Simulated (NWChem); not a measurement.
## How the cost of UHF grows with the basis: doublet BH5S+

BH5S+: 7 atoms, total charge +1, spin state doublet. As SMILES of the parent species, `[BH3-][SH2+]`. Geometry: relaxed at PBE0-D4/def2-TZVP. That shape belongs to the parent species and isn't relaxed for this state.

UHF, energy, NWChem 7.3.0, on 1 thread of AMD EPYC 7R43 (Zen 3), shared host. N is the number of basis functions, t the processor time.

```
     basis    N  t (s)   ln N   ln t
  def2-SVP   57    8.5  4.043  2.140
 def2-SVPD   87     27  4.466  3.296
 def2-TZVP   98     58  4.585  4.060
def2-TZVPD  128      ?  4.852      ?
```

Problem. Fit t = C·Nᵖ to the known rows and estimate the time in def2-TZVPD.

Solution. 
1. Means of the 3 rows: ln N = 4.36467, ln t = 3.1653.
2. Σ(Δln N)² = 0.16228, Σ(Δln N·Δln t) = 0.54018, so the slope is 0.54018/0.16228 = 3.3287.
3. Intercept: 3.1653 − (3.3287) × 4.36467 = -11.3634. The largest residual of the fit is 0.207.
4. ln t = -11.3634 + 3.3287 × 4.852, so t ≈ 120 s.

The run took 130 s, so the estimate is too short by a factor of about 1.1. The fitted power is 3.3, with the electron count fixed. The times don't lie on a line: the count of functions alone doesn't set the cost here, and shared hosts add noise.

The time rises with every enlargement of the basis, but the step from def2-SVPD to def2-TZVP stands out: it takes the time from 27 to 58 s while adding only 11 functions. The kind of function probably matters here as well as the number. The triple-zeta set brings f shells on boron and sulfur and longer contractions, which make each batch of two-electron integrals more expensive, whereas diffuse functions are mostly single primitives and cheap to contract.

The fitted power lies below the formal quartic growth of the integral count. In so compact a cation few integrals are negligible by distance, and diffuse functions weaken screening further, so the lower power probably also reflects fixed overheads and the changing mix of shells. It serves as a local interpolation for this family of basis sets rather than as a scaling law for UHF. Without the number of SCF cycles, slower convergence of the open-shell solution can't be separated from a higher cost per cycle.
